## Ludwig–Woodbury counting: electron number, spin and ground term of 3d impurities in silicon

A 3d impurity in silicon is identified in spin resonance by its spin $S$ and the symmetry of its ground state. The model of Ludwig and Woodbury (1962) obtains both from the element, the site and the charge. We derive it and apply it to substitutional Mn$^{2-}$ and Cr$^0$. At each **Predict**, stop and answer before reading on.

### Conventions and premises

$N$ is the number of 3d plus 4s electrons of the free atom ($N=7$ for Mn, $N=6$ for Cr). The charge $q$, in units of $+e$, is counted relative to the perfect crystal, so Mn$^{2-}$ has $q=-2$. The replaced host atom has valence $v$. The axes are the cube axes, and the real d orbitals are $\theta\sim 3z^2-r^2$, $\epsilon\sim x^2-y^2$, $xy$, $yz$, $zx$.

- **P1.** The impurity sits on a site of $T_d$ symmetry.
- **P2.** Four host bonds hold eight electrons. All bonding states are full and carry no spin. The level derived from the metal 4s lies above the d-like levels.
- **P3.** The remaining $n$ electrons occupy five orbitals, $e$ and $t_2$, split by $\Delta>0$. At the interstitial site $t_2$ lies lowest (examined in step 2).
- **P4.** Their repulsion has the form of an atomic d shell, with Racah parameters reduced by one common factor $\beta\le1$.
- **P5.** Exchange outweighs $\Delta$ (quantified in step 5). Spin–orbit coupling and distortions are small beside both.

### Step 1. Counting electrons

An interstitial breaks no bond. The valence band stays full, and by P2 the 4s electrons drop into the d-like levels:
$$n_{\rm int}=N-q .$$

**Predict.** On a lattice site, how many electrons does the metal give up to the bonds?

Remove the host atom. Its four bonds held eight electrons, $v$ of them from that atom, so $8-v$ remain on the neighbours. Insert the metal and remove $q$ electrons, which leaves $N+(8-v)-q$ to place. Eight refill the bonds:
$$n_{\rm sub}=N+(8-v)-q-8=N-v-q .$$
In Si, $v=4$. Mn$^{2-}$ has $n=7-4+2=5$ and Cr$^0$ has $n=6-4-0=2$. The number $n$ counts electrons in levels of $e$ and $t_2$ symmetry above the bonding states. It is not the d charge inside the metal atom.

### Step 2. Order of the levels

The characters of $T_d$ are:

| | $E$ | $8C_3$ | $3C_2$ | $6S_4$ | $6\sigma_d$ |
|---|---|---|---|---|---|
| $A_1$ | 1 | 1 | 1 | 1 | 1 |
| $A_2$ | 1 | 1 | 1 | −1 | −1 |
| $E$ | 2 | −1 | 2 | 0 | 0 |
| $T_1$ | 3 | 0 | −1 | 1 | −1 |
| $T_2$ | 3 | 0 | −1 | −1 | 1 |

d orbitals are even under inversion, so $S_4$ acts on them as a rotation by $90^\circ$ and $\sigma_d$ as one by $180^\circ$. The character $1+2\cos\alpha+2\cos2\alpha$ gives $(5,-1,1,-1,1)=E+T_2$, with $e=\{\theta,\epsilon\}$ and $t_2=\{yz,zx,xy\}$.

**Predict.** The four neighbours of a lattice site point one hybrid each at the metal. Which d orbitals can mix with them?

The character of the four hybrids is the number left in place by each operation, $(4,1,0,0,2)=A_1+T_2$. There is no $E$, so $e$ stays at the d energy $\varepsilon_d$. To find the strength, write the angular factors as $\theta=(3z^2-1)/2$, $\epsilon=\tfrac{\sqrt3}{2}(x^2-y^2)$, $xy\to\sqrt3\,xy$ on the unit sphere, and let a neighbour couple by $V$ times the factor in its direction. Along the four $\langle111\rangle$ bonds $\theta=\epsilon=0$ and $|\sqrt3xy|=1/\sqrt3$, so the squared coupling of each $t_2$ orbital is $\tfrac43V^2$.

Each row of $T_2$ contains three orbitals: metal d, hybrid combination, metal 4p. Neglect the direct d–p element and take $\varepsilon_d<\varepsilon_p$. Deleting the hybrid from the $3\times3$ matrix leaves eigenvalues $\varepsilon_d$ and $\varepsilon_p$, and Cauchy's interlacing theorem gives
$$\lambda_1\le\varepsilon_d\le\lambda_2\le\varepsilon_p\le\lambda_3 .$$
The level $\lambda_1$ and the bonding $a_1$ level hold the $6+2$ bond electrons. The next one, $\lambda_2$, is the $t_2$ level of the model, and it lies above $e$ wherever the hybrid energy falls. **Substitutional: $e$ below $t_2$.**

The tetrahedral interstitial site has four neighbours along $\langle111\rangle$ at $\sqrt3a/4=0.433a$ and six along the axes at $a/2$ ($a$ is the cube edge). Let a neighbour of shell $k$ raise a d orbital by $e_k$ times the squared angular factor. The first shell raises $t_2$ by $\tfrac43e_1$. The second raises $\theta$ by $(2\cdot1+4\cdot\tfrac14)e_2=3e_2$, $\epsilon$ equally, and $t_2$ not at all. So
$$E(e)-E(t_2)=3e_2-\tfrac43e_1 ,$$
which is positive if $e_1/e_2<9/4$. Equal negative point charges show the same ratio $-4/9$ between tetrahedron and octahedron at equal distance, and scale as $R^{-5}$. That corresponds to $e_1/e_2=(4/3)^{5/2}=2.05$, and the first shell cancels a fraction 0.91 of the second. The sign is the one in P3, but the margin is too thin to count as proof. **Interstitial: $t_2$ below $e$** remains a premise.

### Step 3. Repulsion inside a d shell

Represent a real normalised d orbital $a$ by a symmetric traceless $3\times3$ matrix $Q_a$, with $a\propto\mathbf r^TQ_a\mathbf r$ and $\mathrm{tr}\,Q_aQ_b=\delta_{ab}$. For example $Q_\theta=\mathrm{diag}(-1,-1,2)/\sqrt6$, $Q_\epsilon=\mathrm{diag}(1,-1,0)/\sqrt2$, and $Q_{xy}$ has $1/\sqrt2$ in the $xy$ and $yx$ places. The integral $(ab|cd)$ is the repulsion between the densities $ab$ and $cd$. A product of two d orbitals contains multipoles $k=0,2,4$, each once, so there are three rotational invariants. A complete choice is
$$(ab|cd)=(A+C)\,\delta_{ab}\delta_{cd}+C\,(\delta_{ac}\delta_{bd}+\delta_{ad}\delta_{bc})+6B\,\mathrm{tr}(T_{ab}T_{cd}),$$
$$T_{ab}=Q_aQ_b+Q_bQ_a-\tfrac23\delta_{ab}\mathbb 1 .$$
The coefficients are named so that $A,B,C$ are Racah's parameters, $A=F^0-49F^4/441$, $B=F^2/49-5F^4/441$, $C=35F^4/441$, with $F^k$ the Slater integrals. $B$ and $C$ are positive for 3d shells.

For one orbital, the Cayley–Hamilton theorem gives $\mathrm{tr}\,Q^4=\tfrac12(\mathrm{tr}\,Q^2)^2=\tfrac12$, so $\mathrm{tr}\,T_{aa}^2=4\cdot\tfrac12-\tfrac43=\tfrac23$. Every real d orbital has the same self-repulsion,
$$U=(aa|aa)=A+4B+3C .$$

**Predict.** Apply this to $a\cos t+b\sin t$. What relation follows between $J_{ab}=(aa|bb)$ and $K_{ab}=(ab|ab)$?

The terms even in $t$ are $U\cos^4t+U\sin^4t+(2J_{ab}+4K_{ab})\cos^2t\sin^2t$. They must equal $U(\cos^2t+\sin^2t)^2$, so $J_{ab}=U-2K_{ab}$. Only the exchange integrals $K_{ab}=C+6B\,\mathrm{tr}\,T_{ab}^2$ are needed:

| pair | $K$ |
|---|---|
| $\theta,\epsilon$ and $\theta,xy$ | $4B+C$ |
| $\epsilon,xy$ | $C$ |
| $\theta,yz$ and $\theta,zx$ | $B+C$ |
| $\epsilon,yz$ and $\epsilon,zx$ | $3B+C$ |
| two different $t_2$ | $3B+C$ |

Two electrons in one orbital cost $U$. In different orbitals they cost $J-K=U-3K$ as a triplet and $J+K=U-K$ as a singlet, which is summed up by $U-\tfrac52K_{ab}-2K_{ab}\,\mathbf s_a\!\cdot\mathbf s_b$. A lone electron and a full orbital cost $2U-5K$, and two full orbitals cost $4U-10K$ between them. Parallel spins in different orbitals have the lowest pair energy, which is the origin of Hund's rule here.

### Step 4. Spin and ground term

By P5 the spin is the largest allowed. The five orbitals take one spin-up electron each before any is doubly filled. The number of unpaired electrons is $n$ for $n\le5$ and $10-n$ above, so
$$S=\tfrac12\min(n,10-n).$$
Among states of this spin, the lower level fills first. Electrons of equal spin have an antisymmetric orbital function, so $k$ of them in a level $\Gamma$ span the antisymmetric power of $\Gamma$. For $k=2$ its character is $\tfrac12[\chi(g)^2-\chi(g^2)]$.

**Predict.** Find the symmetry of $e^2$, $t_2^2$ and $t_2^3$ with parallel spins. Note that $S_4^2=C_2$ and $\sigma_d^2=E$.

For $e^2$ the formula gives $(1,1,1,-1,-1)=A_2$. For $t_2^2$ it gives $(3,0,-1,1,-1)=T_1$. For $t_2^3$ the single function is multiplied by the determinant of the $T_2$ matrix. These matrices are those of $(x,y,z)$, with determinant $+1$ for rotations and $-1$ for $S_4$ and $\sigma_d$, hence $A_2$. Five parallel spins give $A_2\times A_2=A_1$, so for $n>5$ the orbital label is that of the $n-5$ spin-down electrons alone. With $A_2\times E=E$, $A_2\times T_2=T_1$ and $A_2\times T_1=T_2$:

| $n$ | $S$ | interstitial | substitutional |
|---|---|---|---|
| 1 | 1/2 | $t_2^1$, $^2T_2$ | $e^1$, $^2E$ |
| 2 | 1 | $t_2^2$, $^3T_1$ | $e^2$, $^3A_2$ |
| 3 | 3/2 | $t_2^3$, $^4A_2$ | $e^2t_2^1$, $^4T_1$ |
| 4 | 2 | $t_2^3e^1$, $^5E$ | $e^2t_2^2$, $^5T_2$ |
| 5 | 5/2 | $t_2^3e^2$, $^6A_1$ | $e^2t_2^3$, $^6A_1$ |
| 6 | 2 | $t_2^4e^2$, $^5T_2$ | $e^3t_2^3$, $^5E$ |
| 7 | 3/2 | $t_2^5e^2$, $^4T_1$ | $e^4t_2^3$, $^4A_2$ |
| 8 | 1 | $t_2^6e^2$, $^3A_2$ | $e^4t_2^4$, $^3T_1$ |
| 9 | 1/2 | $t_2^6e^3$, $^2E$ | $e^4t_2^5$, $^2T_2$ |

The $T_1$ terms mix with a second $T_1$ term of equal spin from the next configuration. This lowers them and leaves the label unchanged. Interstitial V$^{2+}$, Cr$^+$, Fe$^+$ and Fe$^0$ have $n=3,5,7,8$ and terms $^4A_2$, $^6A_1$, $^4T_1$, $^3A_2$. In our setting,
$$\mathrm{Cr}^0_{\rm Si}:\ e^2,\ S=1,\ {}^3A_2,\qquad \mathrm{Mn}^{2-}_{\rm Si}:\ e^2t_2^3,\ S=\tfrac52,\ {}^6A_1 .$$

### Step 5. When does P5 hold?

**Predict.** One of these two assignments survives any $\Delta>0$. Which?

For Cr$^0$, Hund filling and filling from the bottom agree. The triplet $\theta\epsilon$ costs $U-3K_{\theta\epsilon}=A-8B$. The lowest singlets of $e^2$, the pair $^1E$, cost $U-K_{\theta\epsilon}$, higher by $8B+2C$, and a larger $\Delta$ only pushes other configurations away. The spin depends on $\Delta$ only for $n=3$ to 6 on the lattice site and $n=4$ to 7 at the interstitial site.

Mn$^{2-}$ is such a case. Measure orbital energies from $e$. The ten exchange integrals sum to $25B+10C$, so
$$E(^6A_1)=3\Delta+10U-3(25B+10C)=3\Delta+10A-35B .$$
For the doublet $\theta^2\epsilon^2\,xy$, a component of $^2T_2$,
$$E=\Delta+10U-10K_{\theta\epsilon}-5K_{\theta,xy}-5K_{\epsilon,xy}=\Delta+10A-20B+10C .$$
For the lowest quartet, $\epsilon^2$ with parallel $\theta$, $yz$, $zx$, a component of $^4T_1$,
$$E=2\Delta+10U-5(4B+C)-10(3B+C)-3(5B+3C)=2\Delta+10A-25B+6C ,$$
where $5B+3C$ is the sum of the three exchange integrals among $\theta$, $yz$, $zx$. Relative to the sextet the doublet lies at $15B+10C-2\Delta$ and the quartet at $10B+6C-\Delta$. The doublet crosses first, at
$$\Delta_c^{(0)}=\tfrac{15}{2}B+5C<10B+6C .$$

**Predict.** Mixing of configurations has been left out. Does it raise or lower the threshold?

A d$^5$ shell has only one sextet, so that energy is exact within P4. The doublet can mix and can only go down, so the threshold falls. The integral formula of step 3 gives five partners. Moving a pair from one full orbital to an empty one has matrix element $K$, which gives rows 1 and 5 (the sum or difference of the four $K$, divided by 2). The other rows come from $(yz\,xy|zx\,\epsilon)=-(zx\,xy|yz\,\epsilon)=3B$, $(yz\,xy|zx\,\theta)=(zx\,xy|yz\,\theta)=\sqrt3B$ and $(\theta\,zx|\epsilon\,zx)=-(\theta\,yz|\epsilon\,yz)=\sqrt3B$. In row 2 the parallel-spin process gives $(6B)^2$ and the two antiparallel ones $2(3B)^2$. The energies follow from the pair rules, plus $\pm K$ for pair transfer within the combination.

| partner (unnormalised) | $W^2$ | energy $D$ above sextet |
|---|---|---|
| 1. $(\theta^2+\epsilon^2)(yz^2+zx^2)\,xy$ | $(4B+2C)^2$ | $37B+12C$ |
| 2. $\theta^2$, triplet $yz\,zx$, $\epsilon$, total $S=\tfrac12$ | $54B^2$ | $27B+9C-\Delta$ |
| 3. $\epsilon^2$, singlet $yz\,zx$, $\theta$ | $6B^2$ | $17B+9C-\Delta$ |
| 4. singlet $\theta\epsilon$, $(yz^2-zx^2)\,xy$ | $12B^2$ | $23B+8C$ |
| 5. $(\theta^2-\epsilon^2)(yz^2+zx^2)\,xy$ | $4B^2$ | $29B+10C$ |

At the crossing the mixed doublet has the sextet energy. To second order, with coupling among the partners neglected,
$$2\Delta_c=15B+10C-\sum_jW_j^2/D_j(\Delta_c).$$
This equation is homogeneous in $B$, $C$, $\Delta$, so a common factor $\beta$ scales $\Delta_c$ by $\beta$. P5 for d$^5$ reads $\Delta<\beta\Delta_c$, with $\Delta_c$ computed from free-ion parameters.

### Step 6. What the terms imply for resonance

Both ground terms are orbital singlets, so they have no first-order orbital moment and no Jahn–Teller instability.

**Predict.** Does the cubic site split the spin levels at zero field?

The zero-field operator is a time-even, $T_d$-invariant spin tensor of rank at most $2S$. Rank 2 transforms as $E+T_2$ and has no invariant, so $S=1$ stays a triplet and its two $\Delta M=1$ transitions coincide. For $S=\tfrac52$ rank 4 is allowed,
$$H=\tfrac{a_4}{6}\left[S_x^4+S_y^4+S_z^4-\tfrac{707}{16}\right],$$
with the constant chosen to make the trace vanish. Its eigenvalues are $-2a_4$ (twice) and $+a_4$ (four times). Its diagonal elements are $a_4/2$, $-3a_4/2$, $a_4$ for $|M|=\tfrac52,\tfrac32,\tfrac12$, so in a strong field along a cube axis the five transitions are shifted by $\pm2a_4$, $\mp\tfrac52a_4$ and 0. Counting them gives $2S$.

For the $g$ factor of $^3A_2$ add $\lambda\mathbf L\cdot\mathbf S+\mu_B\mathbf B\cdot(\mathbf L+g_e\mathbf S)$, with $\lambda=\zeta_d/2$ between triplets of two electrons and $\zeta_d$ the one-electron spin–orbit constant. Since $l_z\theta=0$ and $l_z\epsilon=2i\,xy$, $L_z$ couples the ground state with magnitude 2 to the triplet $\theta\,xy$. This lies exactly $\Delta$ higher because $K_{\theta,xy}=K_{\theta\epsilon}$. The second-order energy $-4(\lambda M+\mu_BB_z)^2/\Delta$ has the cross term $-8\lambda\mu_BB_zM/\Delta$, hence
$$g-g_e=-8\lambda/\Delta$$
for pure d orbitals. For $^6A_1$ no such term exists, because $\mathbf L$ conserves spin and there is no second sextet.

### Range of validity

- The counting rules need P2 only. They say nothing about whether a charge state is stable. That depends on the Fermi level, and $q=-2$ calls for it to lie high in the gap.
- The substitutional order neglects direct d–p mixing and the coupling of $e$ to more distant bonds. The interstitial order is assumed.
- The spin rule needs $\Delta<\beta\Delta_c$, or its analogue for other $n$, in the ranges named in step 5. It is least safe for 4d and 5d metals, whose more extended orbitals favour larger $\Delta$ and weaker exchange.
- For late metals on lattice sites $\varepsilon_d$ sinks far below the hybrids. Then $\lambda_1$ is d-like, $e$ is full, and $\lambda_2$ is made of vacancy hybrids with weak exchange. The count $n$ still holds, but low spin and distortion take over, as in Watkins's vacancy model.
- P4 assumes one metal weight $w$ for all five orbitals, so that on-site integrals scale as $\beta=w^2$. With unequal weights the monopole energy is $\tfrac A2[(w_en_e+w_tn_t)^2-w_e^2n_e-w_t^2n_t]$. Its part linear in $n_e$ is absorbed in $\Delta$. Its curvature lowers the d$^5$ quartet by $\tfrac12A(w_e-w_t)^2$ against the mean of sextet and doublet, above which it otherwise sits by $\beta(\tfrac52B+C)$ at the diagonal level. Near the threshold a quartet can then win.
- For $E$ and $T$ terms, spin–orbit coupling and Jahn–Teller motion act within the term, and resonance shows an effective angular momentum in place of $S$.
- Rare-earth 4f shells lie outside the scheme, since spin–orbit coupling there exceeds the crystal field.

### Numerical illustration: Mn$^{2-}$ and Cr$^0$ on Si sites

Inputs: approximate free-ion d$^5$ parameters of manganese, $B=960$ cm$^{-1}$ and $C=3325$ cm$^{-1}$; an approximate chromium constant $\zeta_d=250$ cm$^{-1}$; the Si gap of 1.12 eV at 300 K (compiled value, Wing 2021); and the Si valence spin–orbit splitting of 0.044 eV (compiled value, Ioffe Institute NSM archive). $\Delta$ and $\beta$ are not fixed by the model and are assumed.

The diagonal threshold is $\Delta_c^{(0)}=23.8\times10^3$ cm$^{-1}$, or 2.95 eV. At the solution of the second-order equation the five terms $W^2/D$ are 1.46, 1.47, 0.23, 0.23 and 0.06, with sum 3.45, all in $10^3$ cm$^{-1}$. Half the sum, 1.7, comes off the threshold, so $\Delta_c=22.1\times10^3$ cm$^{-1}$, or 2.74 eV, which is 7 per cent lower. The quartet margin $\tfrac52B+C$ is 0.71 eV before scaling by $\beta$.

**Predict.** Suppose both spin-averaged levels lie in the gap, so that $\Delta<1.12$ eV. How much covalent reduction can the sextet bear?

The sextet is safe for every such $\Delta$ if $\beta>1.12/2.74=0.41$, a metal weight $w>0.64$. For an illustrative $\Delta=0.5$ eV it needs only $\beta>0.18$. With an illustrative $\beta=0.3$ the threshold is 0.82 eV, so the model gives $^6A_1$ at $\Delta=0.5$ eV and $^2T_2$ at $\Delta=1.12$ eV. High spin for Mn$^{2-}$ is therefore a real condition on $\Delta/\beta$, while the Cr$^0$ triplet carries none.

The spin-only moments $g_e\sqrt{S(S+1)}\,\mu_B$ are $5.92\,\mu_B$ for Mn$^{2-}$ and $2.83\,\mu_B$ for Cr$^0$. The orbital correction for Cr$^0$ needs care. With $\lambda=125$ cm$^{-1}$ and $\Delta=0.5$ eV $=4033$ cm$^{-1}$, pure d orbitals give the model's value $g-g_e=-0.25$. As typical knowledge, orbital-singlet 3d centres on Si sites have $|g-g_e|$ of order 0.01, so this estimate is too large in magnitude by more than a factor of ten. Two neglected effects rival the term kept. Covalency reduces the metal parts of both the orbital and the spin–orbit matrix elements. The Si parts of the orbitals bring their own coupling: a p level splits by $\tfrac32\zeta_p$, so 0.044 eV implies an effective $\zeta_p=0.029$ eV, next to $\zeta_d=0.031$ eV for Cr. The model thus delivers $n$, $S$ and the term, $^3A_2$ for Cr$^0$ without condition on $\Delta$ and $^6A_1$ for Mn$^{2-}$ when $\Delta<2.74\,\beta$ eV, but not the $g$ shift.